**Why 4f, 5s and 5p removal energies of iridium ions rise at different rates**

The table holds relaxed removal energies (differences of total energies) of 4f, 5p and 5s electrons for Ir2+ to Ir11+, from a spherical, spin-polarised, scalar-relativistic PBEsol Kohn-Sham atom (radks radial solver). The program treats the step per unit charge as the Coulomb interaction with the lost electron minus a same-spin exchange term K, fitted to the seven 5d-loss steps, and compares it with a parabola without K and with screened hydrogenic scaling. The steps are ordered 4f > 5s > 5p throughout, and an extra rise at the half-filled 5d shell amounts to 1.15 eV (5p), 0.95 eV (5s) and 0.33 eV (4f) by a local estimate. The spin term is clearly favoured for 5p and 5s but not at equal parameter count for 4f, and K depends on the baseline. The first 5p-loss step, left out of the fit, exceeds the continued curve by 2.4 eV for 4f and by only 0.3 eV for 5p.

Spherical Kohn-Sham ions of iridium, from the radks radial solver (version 1) with Libxc: spin-polarised, scalar-relativistic PBEsol, nuclear rms radius 5.4032 fm. Each removal energy is the difference in total energy when one electron is taken from the named sub-shell with full relaxation; parallel spins are filled first.

## The fit in Python

```python
# Table: relaxed (total-energy difference) removal energies in eV of 4f, 5p, 5s electrons
# of Ir2+..Ir11+; radks spherical Kohn-Sham atom, PBEsol, scalar-relativistic, spin-polarised.
# Tested: step per charge = Coulomb interaction with the lost electron minus same-spin exchange,
# against a smooth quadratic without spin and against screened hydrogenic scaling.
T = {
    'ion': ['Ir2+', 'Ir3+', 'Ir4+', 'Ir5+', 'Ir6+', 'Ir7+', 'Ir8+', 'Ir9+', 'Ir10+', 'Ir11+'],
    'Z': [77, 77, 77, 77, 77, 77, 77, 77, 77, 77],
    'charge': [2, 3, 4, 5, 6, 7, 8, 9, 10, 11],  # e
    'N': [75, 74, 73, 72, 71, 70, 69, 68, 67, 66],
    'configuration': ['[Xe] 4f14 (5d up)5 (5d down)2', '[Xe] 4f14 (5d up)5 (5d down)1', '[Xe] 4f14 (5d up)5', '[Xe] 4f14 (5d up)4', '[Xe] 4f14 (5d up)3', '[Xe] 4f14 (5d up)2', '[Xe] 4f14 (5d up)1', '[Xe] 4f14', '[Kr] 4d10 4f14 5s2 (5p up)3 (5p down)2', '[Kr] 4d10 4f14 5s2 (5p up)3 (5p down)1'],
    'removal_energy_4f': [91.837, 106.67, 122.77, 140.34, 158.92, 178.41, 198.76, 219.93, 244.19, 268.99],  # eV
    'removal_energy_5p': [78.659, 92.342, 106.94, 123.56, 141.01, 159.19, 178.06, 197.55, 217.91, 238.37],  # eV
    'removal_energy_5s': [122.7, 136.84, 152.0, 169.05, 186.96, 205.66, 225.09, 245.18, 266.53, 288.05],  # eV
    'first': ['5d', '5d', '5d', '5d', '5d', '5d', '5d', '5p', '5p', '5p'],
}
import re
import numpy as np
from scipy import constants as C
q = np.array(T['charge'], float)
I = {s: np.array(T['removal_energy_' + s], float) for s in ('4f', '5s', '5p')}
def occ(c, key, default):
    m = re.search(r'\(' + key + r'\)(\d+)', c)
    return int(m.group(1)) if m else default
keys = [('5d up', 0), ('5d down', 0), ('5p up', 3), ('5p down', 3)]
O = np.array([[occ(c, k, d) for k, d in keys] for c in T['configuration']])
lost = [keys[int(np.argmin(r))][0] for r in np.diff(O, axis=0)]
row = lambda v, f='%7.2f': ''.join(f % x for x in v)
print('rounding: energy up to 0.005 eV, step 0.01 eV, change of step 0.02 eV')
print('charge        ' + row(q, '%7d'))
print('net spin      ' + row(O[:, 0] - O[:, 1] + O[:, 2] - O[:, 3], '%7d'))
print('4f - 5p (eV)  ' + row(I['4f'] - I['5p']))
print('5s - 4f (eV)  ' + row(I['5s'] - I['4f']))
print('total rise 2+ to 11+ (eV): ' + ', '.join('%s %.2f' % (s, I[s][-1] - I[s][0]) for s in I))
S = {s: np.diff(I[s]) for s in I}
ke = C.e / (4 * np.pi * C.epsilon_0) * 1e10   # eV Angstrom
print('steps (eV): ions, lost electron, 4f, 5s, 5p, 5s/4f, 5p/4f, e^2/step(4f) in Angstrom')
for i, l in enumerate(lost):
    a, b, c = S['4f'][i], S['5s'][i], S['5p'][i]
    print('%2d+ to %2d+ %-8s%7.2f%7.2f%7.2f%7.3f%7.3f%7.2f' % (q[i], q[i+1], l, a, b, c, b/a, c/a, ke/a))
print('change of step (eV) at charge' + row(q[1:-1], '%6d'))
D = {s: np.diff(S[s]) for s in S}
for s in D:
    print('  %s' % s + ' ' * 25 + row(D[s], '%6.2f'))
kink = {s: D[s][1] - 0.5 * (D[s][0] + D[s][2]) for s in D}
print('extra rise at 4+ over mean of neighbours (eV): ' + ', '.join('%s %.2f' % (s, kink[s]) for s in D))
x = 0.5 * (q[1:] + q[:-1]) - 6
isd = np.array([l.startswith('5d') for l in lost])
dn = np.array([l == '5d down' for l in lost], float)
one = np.ones_like(x)
M = {'line - K': [one, x, -dn], 'parabola, no K': [one, x, x**2], 'parabola - K': [one, x, x**2, -dn]}
print('fits to the seven 5d-loss steps, x = mid charge - 6; residuals table - model (eV)')
extra = {}
for s in S:
    for name, cols in M.items():
        A = np.array(cols).T
        p = np.linalg.lstsq(A[isd], S[s][isd], rcond=None)[0]
        r = S[s] - A @ p
        k = 'K %.2f' % p[-1] if name.endswith('- K') else 'curv %.3f' % p[-1]
        print('%s %-15s slope %.2f %-11s rms %.3f:' % (s, name, p[1], k, np.sqrt(np.mean(r[isd]**2))) + row(r[isd], '%6.2f'))
    extra[s] = r[~isd]
print('5p-loss steps (not fitted, other shell) minus the parabola - K curve (eV):')
print('  ' + '; '.join('%s%s' % (s, row(extra[s], '%6.2f')) for s in S))
Ry = C.physical_constants['Rydberg constant times hc in eV'][0]
print('screened hydrogenic, sqrt(I/Ry) linear in charge, fit 2+..9+; residuals (eV) 2+..11+')
f = q <= 9
for s in I:
    p = np.polyfit(q[f], np.sqrt(I[s][f] / Ry), 1)
    r = I[s] - Ry * np.polyval(p, q)**2
    w = int(np.argmax(abs(r[f])))
    print('%s slope %.3f (1/n %.3f) worst fitted %d+ %.1f%%:' % (s, p[0], 1 / int(s[0]), q[w], 100 * r[w] / I[s][w]) + row(r, '%6.2f'))
assert np.all(I['5p'] < I['4f']) and np.all(I['4f'] < I['5s'])
assert np.all(S['4f'] > S['5s']) and np.all(S['5s'] > S['5p'])
assert kink['5p'] > kink['5s'] > kink['4f'] > 0.05
assert extra['4f'][0] > extra['5s'][0] > extra['5p'][0]
```

Output:

```
rounding: energy up to 0.005 eV, step 0.01 eV, change of step 0.02 eV
charge              2      3      4      5      6      7      8      9     10     11
net spin            3      4      5      4      3      2      1      0      1      2
4f - 5p (eV)    13.18  14.33  15.83  16.78  17.91  19.22  20.70  22.38  26.28  30.62
5s - 4f (eV)    30.86  30.17  29.23  28.71  28.04  27.25  26.33  25.25  22.34  19.06
total rise 2+ to 11+ (eV): 4f 177.15, 5s 165.35, 5p 159.71
steps (eV): ions, lost electron, 4f, 5s, 5p, 5s/4f, 5p/4f, e^2/step(4f) in Angstrom
 2+ to  3+ 5d down   14.83  14.14  13.68  0.953  0.922   0.97
 3+ to  4+ 5d down   16.10  15.16  14.60  0.942  0.907   0.89
 4+ to  5+ 5d up     17.57  17.05  16.62  0.970  0.946   0.82
 5+ to  6+ 5d up     18.58  17.91  17.45  0.964  0.939   0.78
 6+ to  7+ 5d up     19.49  18.70  18.18  0.959  0.933   0.74
 7+ to  8+ 5d up     20.35  19.43  18.87  0.955  0.927   0.71
 8+ to  9+ 5d up     21.17  20.09  19.49  0.949  0.921   0.68
 9+ to 10+ 5p down   24.26  21.35  20.36  0.880  0.839   0.59
10+ to 11+ 5p down   24.80  21.52  20.46  0.868  0.825   0.58
change of step (eV) at charge     3     4     5     6     7     8     9    10
  4f                           1.27  1.47  1.01  0.91  0.86  0.82  3.09  0.54
  5s                           1.02  1.89  0.86  0.79  0.73  0.66  1.26  0.17
  5p                           0.92  2.02  0.83  0.73  0.69  0.62  0.87  0.10
extra rise at 4+ over mean of neighbours (eV): 4f 0.33, 5s 0.95, 5p 1.15
fits to the seven 5d-loss steps, x = mid charge - 6; residuals table - model (eV)
4f line - K        slope 0.91 K 0.76      rms 0.106: -0.18  0.18 -0.03  0.06  0.06  0.00 -0.09
4f parabola, no K  slope 0.99 curv -0.065 rms 0.069:  0.01 -0.10  0.13  0.02 -0.06 -0.05  0.04
4f parabola - K    slope 0.94 K 0.35      rms 0.026: -0.03  0.03  0.03  0.00 -0.03 -0.03  0.03
5s line - K        slope 0.77 K 1.28      rms 0.082: -0.12  0.12 -0.04  0.05  0.06  0.02 -0.09
5s parabola, no K  slope 0.91 curv -0.092 rms 0.175:  0.11 -0.33  0.28  0.04 -0.08 -0.07  0.05
5s parabola - K    slope 0.80 K 0.95      rms 0.005: -0.01  0.01  0.01 -0.00 -0.01 -0.00  0.00
5p line - K        slope 0.73 K 1.44      rms 0.070: -0.09  0.09 -0.05  0.05  0.06  0.02 -0.08
5p parabola, no K  slope 0.88 curv -0.099 rms 0.214:  0.14 -0.42  0.32  0.07 -0.09 -0.08  0.05
5p parabola - K    slope 0.75 K 1.16      rms 0.007:  0.01 -0.01 -0.01  0.01 -0.00  0.00 -0.00
5p-loss steps (not fitted, other shell) minus the parabola - K curve (eV):
  4f  2.44  2.39; 5s  0.68  0.34; 5p  0.30 -0.10
screened hydrogenic, sqrt(I/Ry) linear in charge, fit 2+..9+; residuals (eV) 2+..11+
4f slope 0.204 (1/n 0.250) worst fitted 9+ -0.2%: -0.02 -0.17 -0.18  0.15  0.36  0.34  0.06 -0.54  0.82  1.59
5s slope 0.178 (1/n 0.200) worst fitted 4+ -0.5%:  0.74 -0.09 -0.77 -0.43 -0.09  0.16  0.28  0.20  0.51  0.12
5p slope 0.202 (1/n 0.200) worst fitted 9+ -0.4%: -0.04 -0.13 -0.41  0.22  0.57  0.54  0.10 -0.84 -2.01 -4.20
```
